A thin sapphire film grown on another crystal can take over the spacing of its substrate in the plane, while it stays free to thin or thicken along its normal. Such a film is said to be under epitaxial strain. The other strain considered here scales all lengths of the crystal by the same percentage and is called hydrostatic. The problem is to estimate, with pencil and paper, how much either strain changes the band gap of Al₂O₃.

Band gaps of corundum Al₂O₃ (10-atom cell) under strain, calculated with Ansatz 0.2.0 using HSE06, plane-wave PAW, a 420 eV cutoff, a 4×4×4 k mesh and no spin polarisation. The unstrained cell was relaxed with r2SCAN, as were the atoms in the strained cells and the film's length along its normal. Changes are relative to the unstrained cell.

```tsv
strain kind	strain (%)	band gap (eV)	band gap change (eV)	least direct gap change (eV)
epitaxial xy	-3	8.696	0.590	0.590
epitaxial xy	-2	8.529	0.423	0.423
epitaxial xy	-1	8.345	0.239	0.241
epitaxial xy	1	7.779	-0.327	-0.327
epitaxial xy	2	7.455	-0.651	-0.651
epitaxial xy	3	7.134	-0.972	-0.972
hydrostatic	-3	9.370	1.264	1.264
hydrostatic	-2	8.936	0.831	0.831
hydrostatic	-1	8.515	0.409	0.409
hydrostatic	1	7.708	-0.398	-0.398
hydrostatic	2	7.322	-0.784	-0.784
hydrostatic	3	6.950	-1.156	-1.156
```

Strain is the percentage change of length, positive for stretching; for the film it refers to the two directions in the plane, with the threefold axis as normal. The band gap change is counted from the unstrained crystal. Its gap follows from any row, for instance $8.515-0.409=8.106$ eV. Among the points searched (the k mesh and a few extra points, not the same in every row), the gap is direct in every row but one: in the film compressed by 1 % it is indirect and lies 0.002 eV below the direct one, which is too little to matter here.

**(a) Why does the gap shrink when the crystal expands? Set up a first-order rule that covers both kinds of strain, and find its constants from rows with 1 % strain.**

*Solution.* In alumina the highest filled states belong mainly to the 2p orbitals of oxygen, and the lowest empty state is s-like and spread over both kinds of atom. An electron on an oxygen ion is held by the positive aluminium ions around it, while an electron near aluminium is repelled by the negative oxygen ions. Pulling the ions apart weakens both effects, so the filled and the empty levels approach each other. The empty state, being spread over both kinds of ion, feels the repulsion only in part, but it also gains room, which lowers its kinetic energy. This is the standard argument for an ionic oxide; the table shows only the total effect.

The total is large. A 1 % change of all lengths shifts the gap by about 0.40 eV, or 5 % of its value. If the whole gap behaved like the kinetic energy of an electron in a box, which goes as the inverse square of the length, the shift would be only 0.16 eV. In the ionic picture the gap is expected to be a small remainder: the large terms that depend on distance are mostly offset by the spacing of the levels in the free ions, which does not. A small relative change of the large terms is then a large fraction of the gap. The constant therefore has to be read from the calculation.

For the film one more quantity is needed, because its shape changes as well as its size. Call the in-plane strain $e$ and the strain along the normal $n$, both in per cent. Any strain that keeps the threefold axis can be expressed by a mean strain $m$ and a shape strain $q$:

$$m=\frac{2e+n}{3},\qquad q=e-n .$$

To first order the gap change is then a sum of two terms, each with its own constant. Under hydrostatic strain $n=e$, so that $m=e$ and $q=0$. When the film is stretched in its plane, it thins; averaged over the six relaxed epitaxial cells, $n=-0.47\,e$. This gives $m=0.51\,e$ and $q=1.47\,e$.

The two hydrostatic rows at 1 % fix the first constant. Half the difference between their gap changes is $(0.398+0.409)/2\approx0.40$ eV per % of mean strain. The epitaxial row at +1 % fixes the second. Of its loss of 0.327 eV, the mean strain accounts for $0.40\times0.51\approx0.20$ eV, and the remaining 0.12 eV, divided by the shape strain of 1.47 %, gives 0.08 eV per %. For a stretched film the rule is

$$\Delta E\approx-0.40\,m-0.08\,q ,$$

with $\Delta E$ in eV.

**(b) A first-order rule predicts that compressing the film gains as much gap as stretching it loses. Does the table agree? If not, find the reason and repair the rule.**

*Solution.* The table disagrees clearly. At −3 % the rule of part (a) promises a gain of 0.96 eV, but the calculation gives 0.590 eV. The loss at +3 %, on the other hand, is 0.972 eV, just as the rule would have it. The film loses gap readily and regains it reluctantly.

The two edges of the gap tell where the asymmetry arises. The calculated energy of the lowest empty state moves by 0.42 to 0.43 eV per % of in-plane strain on both sides of zero. The highest filled state moves by 0.10 eV per % when the film is stretched, but by 0.23 eV per % on average over 3 % of compression. On the energy scale of the calculation, the asymmetry thus appears on the filled side.

These edge energies need some care, because their zero is tied to the average potential in the cell and shifts as the cell changes. The slope of one edge alone therefore has no direct meaning. A kink does, since the zero shifts smoothly and cannot make one. The hydrostatic rows serve as a control: there both edges move smoothly through zero strain, and no kink appears.

The natural reading of the kink is that two different filled states compete for the top of the valence band. The gap is always measured from the highest filled state, whichever that happens to be. In the stretched film one state is on top, and the shape strain pushes it towards the empty states. Compression pushes the same state away from them, which by itself would widen the gap generously. But a second state lies just beneath and does not retreat as fast; it takes over the top and limits the gain.

Symmetry suggests what the two states are. The 2p orbitals of oxygen point in definite directions, and a crystal with one special axis treats those along the axis differently from those in the plane. A change of shape shifts the two sorts by different amounts and can reverse their order. Equal scaling of all lengths leaves the shape alone, and the hydrostatic rows show no sign of such a reversal. In corundum the two sorts can also mix, and the orbital make-up of the states was not recorded. The assignment therefore remains a suggestion, and it does not tell which sort is on top on which side.

The place of the exchange can be estimated from the least direct gap change, which compares both edges at the same crystal momentum. A straight line through the compressed rows at −2 and −1 % reaches $2\times0.241-0.423\approx0.06$ eV at zero strain. On this line the second state lies roughly 0.06 eV below the top in the unstrained crystal. On compression the two states approach each other by about $0.327-0.182\approx0.15$ eV per %, so they meet near $-0.06/0.15=-0.4$ % strain. No row lies between −1 % and zero to test this value. The straight line probably overshoots, because the steps grow towards zero strain (0.167, then 0.182 eV). A next step of 0.197 eV would leave $0.241-0.197=0.044$ eV and move the meeting point to about $-0.044/0.13\approx-0.3$ %.

Once the second state is on top, the direct gap gains 0.18 eV between −1 and −2 %, close to the 0.20 eV per % that the mean strain alone would give. For a rule of thumb the repair can therefore be very simple: drop the shape term when the film is compressed.

$$\Delta E\approx-0.40\,m-\begin{cases}0.08\,q & \text{if } q>0\\ 0 & \text{if } q\le 0\end{cases}$$

In terms of the strain that is actually imposed, this means 0.40 eV per % for equal scaling, 0.32 eV per % for a stretched film and 0.20 eV per % for a compressed one. The mean strain alone would give 0.20 eV per % for the film in both directions and miss more than a third of the loss on stretching.

The reasoning carries over to a related oxide as a first guess. Where oxygen 2p states lie below a spread-out s-like state, uniform compression should widen the gap. Where the crystal has a special axis and several filled states lie close together at the top, a change of shape may bring a kink. The constants and the position of the kink have to be found anew for each crystal.

**(c) Estimate the gap change of a film stretched by 2 % and of one compressed by 3 %. How good is the rule over the whole table, and where does it stop being safe?**

*Solution.* For the stretched film $e=2$, so the normal strain is $n=-0.47\times2=-0.94$. The mean strain is $m=(4-0.94)/3=1.02$ and the shape strain is $q=2+0.94=2.94$. Both terms count:

$$\Delta E\approx-0.40\times1.02-0.08\times2.94\approx-0.64\ \text{eV}.$$

The calculation gives −0.651 eV. The estimated gap is $8.11-0.64\approx7.5$ eV.

For the compressed film $e=-3$ and $n=+1.41$, which gives $m=(-6+1.41)/3=-1.53$. The shape strain is negative and is dropped:

$$\Delta E\approx0.40\times1.53\approx0.61\ \text{eV},$$

against a calculated 0.590 eV. Neither row was used to set the two energy constants. The first is a fair test of whether the loss stays proportional to the strain. The second is a weaker test, because the shape term was dropped with the compressed rows in view.

Over the nine rows that did not set the energy constants, the typical (root-mean-square) error is 0.03 eV. The largest error in the table is 0.06 eV, for hydrostatic compression by 3 %, or 5 % of the calculated change. In relative terms the worst case is the film compressed by 1 %, where the estimate of 0.20 eV is 15 % below the calculated 0.239 eV. An estimate to one decimal place in eV is therefore a reasonable use of the rule.

The errors have two sources, and each shows where the range ends. Under hydrostatic strain the gap follows a slightly curved line: compression gains a little more than expansion loses. At 3 % the curved part is $(1.264-1.156)/2\approx0.05$ eV, and a term of this kind grows with the square of the strain. At small strains it can be ignored, but well beyond 3 % the straight line should not be trusted.

In the compressed film two simplifications offset each other. The rule starts from zero although the second state starts from a slightly larger gap, and it then rises by 0.20 eV per % where the calculated direct gap gains only 0.18 and 0.17 eV in successive steps. The estimate is therefore too low at −1 % and too high at −3 %. If the trend goes on, stronger compression makes it increasingly too high.

The rule also rests on only two kinds of strain. In every row the shape strain is either zero or has the same sign as the mean strain, so strain along the normal alone, where the signs are opposite, is untested even though it keeps the threefold axis. Shear, or stretching along a single direction in the plane, breaks the threefold symmetry and can split the filled states further, which two constants cannot describe. Finally, the rule gives changes and not the gap itself. Hybrid functionals of this type tend to underestimate the gap of alumina, and the calculation leaves out the thermal motion of the atoms. An error that is nearly the same with and without strain cancels in the difference, so the estimated change should be more trustworthy than the absolute gap.
